**Relativistic change of the 3p shell along the 20-electron sequence**

The table holds the 3p orbital energy and mean radius for Ca and ten [Ar] 3d² ions up to Pt58+, from non-relativistic Hartree-Fock with a point nucleus and Dirac-Coulomb Hartree-Fock with a Fermi nucleus, averaged over $j$ and configuration. The program fits the relative change to $H(Z)(1-a/Z)$, where $H$ is the exact one-electron Dirac change for 3p, using the 3d² rows only, and compares a form with an added $b/Z^2$ term and a power law. The one-term model follows the 3d² rows to 0.018 points in energy and 0.032 points in radius, with a drift in $Z$ that exceeds rounding. Ca ([Ar] 4s²) is 0.08 to 0.10 eV less bound than the three forms predict and contracts less than predicted. The output also lists the $j$-resolved shifts and the Breit term for Ga11+, ionisation-energy changes and a crude size for the effect of the 4s pair.

Calculated values. 3p orbital energies ε and mean radii <r> of 20-electron atoms and ions, from B-spline radial code 1 at the basis-set limit: non-relativistic Hartree-Fock with a point nucleus and Dirac-Coulomb Hartree-Fock with a Fermi nucleus. Both levels average over the listed nl configuration; Dirac values are (2j+1)-weighted means over 3p1/2 and 3p3/2.

## Script

```python
# Table: 3p orbital energy (eV) and <r> (bohr) in the 20-electron sequence, B-spline radial code,
# non-relativistic Hartree-Fock (point nucleus) beside Dirac-Coulomb Hartree-Fock (Fermi nucleus).
# Tested: change = H(Z)(1 - a/Z), H = exact one-electron Dirac 3p change, (2j+1) mean;
# alternatives: extra b/Z^2 term, power law. Ca (4s2, other configuration) is left out of the fits.
T = {
    'ion': ['Ca', 'Fe6+', 'Ga11+', 'Rb17+', 'Ru24+', 'In29+', 'Cs35+', 'Pm41+', 'Ho47+', 'Hf52+', 'Pt58+'],
    'Z': [20, 26, 31, 37, 44, 49, 55, 61, 67, 72, 78],
    'charge': [0, 6, 11, 17, 24, 29, 35, 41, 47, 52, 58],  # e
    'configuration': ['[Ar] 4s2', '[Ar] 3d2', '[Ar] 3d2', '[Ar] 3d2', '[Ar] 3d2', '[Ar] 3d2', '[Ar] 3d2', '[Ar] 3d2', '[Ar] 3d2', '[Ar] 3d2', '[Ar] 3d2'],
    'e_nr': [-36.4825, -180.043, -396.051, -756.768, -1316.18, -1806.8, -2495.54, -3293.29, -4199.99, -5038.78, -6145.16],  # eV
    'e_avg': [-36.4342, -180.483, -397.657, -761.736, -1329.68, -1831.04, -2540.03, -3368.87, -4321.16, -5212.19, -6402.97],  # eV
    'e_pct': [-0.132, 0.245, 0.406, 0.657, 1.03, 1.34, 1.78, 2.29, 2.88, 3.44, 4.2],  # %
    'r_nr': [1.2746, 0.79964, 0.60151, 0.46482, 0.36793, 0.32039, 0.27746, 0.24471, 0.2189, 0.20123, 0.18346],  # bohr
    'r_avg': [1.2733, 0.79701, 0.59831, 0.46091, 0.36319, 0.31505, 0.27138, 0.23789, 0.21131, 0.19299, 0.17443],  # bohr
    'r_pct': [-0.0995, -0.329, -0.532, -0.841, -1.29, -1.67, -2.19, -2.79, -3.47, -4.09, -4.92],  # %
}
import numpy as np
from scipy.constants import alpha, physical_constants as pc
Ha = pc['Hartree energy in eV'][0]; fm = 1e-15/pc['Bohr radius'][0]
cm = 100*pc['inverse meter-electron volt relationship'][0]
ion = T['ion']; A = lambda k: np.array(T[k], float)
Z, en, ea, rn, rp = A('Z'), A('e_nr'), A('e_avg'), A('r_nr'), A('r_pct')
d = np.array(['3d2' in c for c in T['configuration']])
ca, fe, ga, pt = [ion.index(s) for s in ('Ca', 'Fe6+', 'Ga11+', 'Pt58+')]
def dirac(Z, k, n=3):
    x = (Z*alpha)**2; g = np.sqrt(k*k - x); nr = n - abs(k)
    N = np.sqrt(nr*nr + 2*nr*g + k*k); eps = (nr + g)/N
    return 100*((1 - eps)/(x/18) - 1), 100*(((3*N*N - k*k)*eps - k)/25 - 1)
(e1, r1), (e3, r3) = dirac(Z, 1), dirac(Z, -2)
He, Hr = (e1 + 2*e3)/3, (r1 + 2*r3)/3
ep = 100*(ea/en - 1)
half = lambda v, n: 0.5*10.0**(np.floor(np.log10(abs(v))) - n + 1)
def fit(y, H, m, t):
    M = np.array([Z**-float(i) for i in range(1, t + 1)]).T
    c = np.linalg.lstsq(M[m], (1 - y/H)[m], rcond=None)[0]
    return c, H*(1 - M @ c)
sets = [('energy', ep, He, 200*half(en, 6)/abs(en), Z - np.sqrt(-18*en/Ha)),
        ('radius', rp, Hr, half(rp, 3), Z - 12.5/rn)]
brk = {}
for name, y, H, rd, s in sets:
    c1, m1 = fit(y, H, d, 1); c2, m2 = fit(y, H, d, 2)
    p, q = np.polyfit(np.log(Z[d]), np.log(abs(y[d])), 1); m3 = np.sign(H)*np.exp(q)*Z**p
    print(f"{name}: a={c1[0]:.2f}; two terms 1-({c2[0]:.2f})/Z-({c2[1]:.1f})/Z^2; power law p={p:.2f}")
    print("ion change% H% ratio | residual (points): 1-term 2-term power | rounding | non-rel screening s")
    for i in range(len(Z)):
        print(f"{ion[i]:6s}{y[i]:8.4f}{H[i]:7.3f}{y[i]/H[i]:7.3f} |{y[i]-m1[i]:8.4f}{y[i]-m2[i]:8.4f}"
              f"{y[i]-m3[i]:8.4f} |{rd[i]:7.4f} |{s[i]:6.2f}")
    w = [f"{ion[int(np.argmax(abs(y-m)*d))]} {np.max(abs(y-m)[d]):.4f}" for m in (m1, m2, m3)]
    print("worst 3d2 rows:", ", ".join(w), f"; Ca predicted % {m1[ca]:.3f} {m2[ca]:.3f} {m3[ca]:.3f}")
    g = d.copy(); g[fe] = False
    print(f"Fe6+ from Ga-Pt only, residual 1-term {y[fe]-fit(y,H,g,1)[1][fe]:.4f}, 2-term {y[fe]-fit(y,H,g,2)[1][fe]:.4f}")
    print(f"Pt/Fe growth {y[pt]/y[fe]:.1f} = Z^2 {(Z[pt]/Z[fe])**2:.1f} x higher orders "
          f"{H[pt]/H[fe]*(Z[fe]/Z[pt])**2:.2f} x screening {y[pt]/H[pt]*H[fe]/y[fe]:.2f}")
    brk[name] = [y[ca] - m[ca] for m in (m1, m2, m3)] + [np.max(abs(y - m1)[d])]
    assert np.all(np.diff((y/H)[d]) > 0) and np.all((y/H)[d] > 0) and np.all(y/H < 1) and 2 < p < 3
print(f"Dirac minus non-rel energy, eV: Ca {ea[ca]-en[ca]:+.4f}, Fe6+ {ea[fe]-en[fe]:+.3f}, Pt58+ {ea[pt]-en[pt]:+.2f}")
print("Ca energy break in eV (less bound than 1-term, 2-term, power):", " ".join(f"{b*en[ca]/100:.3f}" for b in brk['energy'][:3]))
# Typed from further outputs of the same runs
S_nr, S_d = 56.56579, 56.20323
print(f"Ca sum r^2 change {100*(S_d/S_nr-1):.2f} %; crude 4s-pair potential rise, order only: "
      f"{Ha*2*(1/np.sqrt(S_d/2)-1/np.sqrt(S_nr/2)):.2f} eV")
print(f"ionisation energy, Dirac minus non-rel, eV: Ca 4s {5.140679-5.120457:+.3f}, "
      f"Fe6+ 3d {122.2255-122.7134:+.3f}, Pt58+ 3d {5899.17-5869.364:+.1f}")
for lab, e, r, he, hr in (('3p1/2', -14.73289, 0.5939013, e1, r1), ('3p3/2', -14.55398, 0.6005078, e3, r3)):
    print(f"Ga11+ {lab}: {e*Ha:.2f} eV, energy {100*(e*Ha/en[ga]-1):+.3f} % (H {he[ga]:+.3f}), "
          f"radius {100*(r/rn[ga]-1):+.2f} % (H {hr[ga]:+.2f})")
print(f"Ga11+ mean shift {ea[ga]-en[ga]:.2f} eV; Breit mean {(0.3678514+2*0.2686643)/3:+.2f} eV; "
      f"3p1/2 direct nuclear size {2*np.pi/3*Z[ga]*1.883115*(3.9973*fm)**2*Ha:.0e} eV")
for s, z in (('In29+', 230143.7), ('Ho47+', 959387.0)):
    i = ion.index(s); print(f"{s}: 1.5 zeta {1.5*z*cm:.0f} eV, mean shift {ea[i]-en[i]:.0f} eV")
assert ep[ca] < 0 and rp[ca] < 0 and np.all(ep[d] > 0)
assert abs(brk['energy'][0]) > 3*brk['energy'][3]
```

Output:

```
energy: a=13.60; two terms 1-(13.91)/Z-(-11.2)/Z^2; power law p=2.56
ion change% H% ratio | residual (points): 1-term 2-term power | rounding | non-rel screening s
Ca     -0.1324  0.298 -0.444 | -0.2278 -0.2315 -0.2640 | 0.0003 | 15.09
Fe6+    0.2444  0.506  0.483 |  0.0029  0.0006 -0.0133 | 0.0006 | 15.09
Ga11+   0.4055  0.723  0.561 | -0.0006 -0.0018  0.0010 | 0.0003 | 14.81
Rb17+   0.6565  1.039  0.632 | -0.0004 -0.0002  0.0199 | 0.0001 | 14.63
Ru24+   1.0257  1.485  0.691 | -0.0003  0.0016  0.0334 | 0.0008 | 14.49
In29+   1.3416  1.858  0.722 | -0.0012  0.0020  0.0341 | 0.0006 | 14.43
Cs35+   1.7828  2.371  0.752 | -0.0022  0.0024  0.0248 | 0.0004 | 14.37
Pm41+   2.2950  2.959  0.775 | -0.0048  0.0014  0.0028 | 0.0003 | 14.33
Ho47+   2.8850  3.630  0.795 | -0.0083 -0.0005 -0.0301 | 0.0002 | 14.29
Hf52+   3.4415  4.258  0.808 | -0.0122 -0.0030 -0.0640 | 0.0002 | 14.27
Pt58+   4.1953  5.103  0.822 | -0.0184 -0.0074 -0.1083 | 0.0002 | 14.24
worst 3d2 rows: Pt58+ 0.0184, Pt58+ 0.0074, Pt58+ 0.1083 ; Ca predicted % 0.095 0.099 0.132
Fe6+ from Ga-Pt only, residual 1-term 0.0040, 2-term 0.0019
Pt/Fe growth 17.2 = Z^2 9.0 x higher orders 1.12 x screening 1.70
radius: a=12.61; two terms 1-(13.25)/Z-(-23.1)/Z^2; power law p=2.44
ion change% H% ratio | residual (points): 1-term 2-term power | rounding | non-rel screening s
Ca     -0.0995 -0.370  0.269 |  0.0373  0.0468  0.0826 | 0.0001 | 10.19
Fe6+   -0.3290 -0.627  0.525 | -0.0061 -0.0002  0.0168 | 0.0005 | 10.37
Ga11+  -0.5320 -0.893  0.596 | -0.0021  0.0009 -0.0006 | 0.0005 | 10.22
Rb17+  -0.8410 -1.277  0.659 |  0.0004 -0.0002 -0.0221 | 0.0005 | 10.11
Ru24+  -1.2900 -1.813  0.711 |  0.0034 -0.0014 -0.0395 | 0.0050 | 10.03
In29+  -1.6700 -2.257  0.740 |  0.0060 -0.0018 -0.0433 | 0.0050 |  9.99
Cs35+  -2.1900 -2.858  0.766 |  0.0126  0.0010 -0.0328 | 0.0050 |  9.95
Pm41+  -2.7900 -3.536  0.789 |  0.0149 -0.0003 -0.0117 | 0.0050 |  9.92
Ho47+  -3.4700 -4.294  0.808 |  0.0160 -0.0030  0.0242 | 0.0050 |  9.90
Hf52+  -4.0900 -4.990  0.820 |  0.0263  0.0040  0.0760 | 0.0050 |  9.88
Pt58+  -4.9200 -5.907  0.833 |  0.0316  0.0055  0.1460 | 0.0050 |  9.87
worst 3d2 rows: Pt58+ 0.0316, Pt58+ 0.0055, Pt58+ 0.1460 ; Ca predicted % -0.137 -0.146 -0.182
Fe6+ from Ga-Pt only, residual 1-term -0.0085, 2-term -0.0005
Pt/Fe growth 15.0 = Z^2 9.0 x higher orders 1.05 x screening 1.59
Dirac minus non-rel energy, eV: Ca +0.0483, Fe6+ -0.440, Pt58+ -257.81
Ca energy break in eV (less bound than 1-term, 2-term, power): 0.083 0.084 0.096
Ca sum r^2 change -0.64 %; crude 4s-pair potential rise, order only: 0.03 eV
ionisation energy, Dirac minus non-rel, eV: Ca 4s +0.020, Fe6+ 3d -0.488, Pt58+ 3d +29.8
Ga11+ 3p1/2: -400.90 eV, energy +1.225 % (H +1.311), radius -1.26 % (H -1.54)
Ga11+ 3p3/2: -396.03 eV, energy -0.004 % (H +0.429), radius -0.17 % (H -0.57)
Ga11+ mean shift -1.61 eV; Breit mean +0.30 eV; 3p1/2 direct nuclear size 2e-05 eV
In29+: 1.5 zeta 43 eV, mean shift -24 eV
Ho47+: 1.5 zeta 178 eV, mean shift -121 eV
```
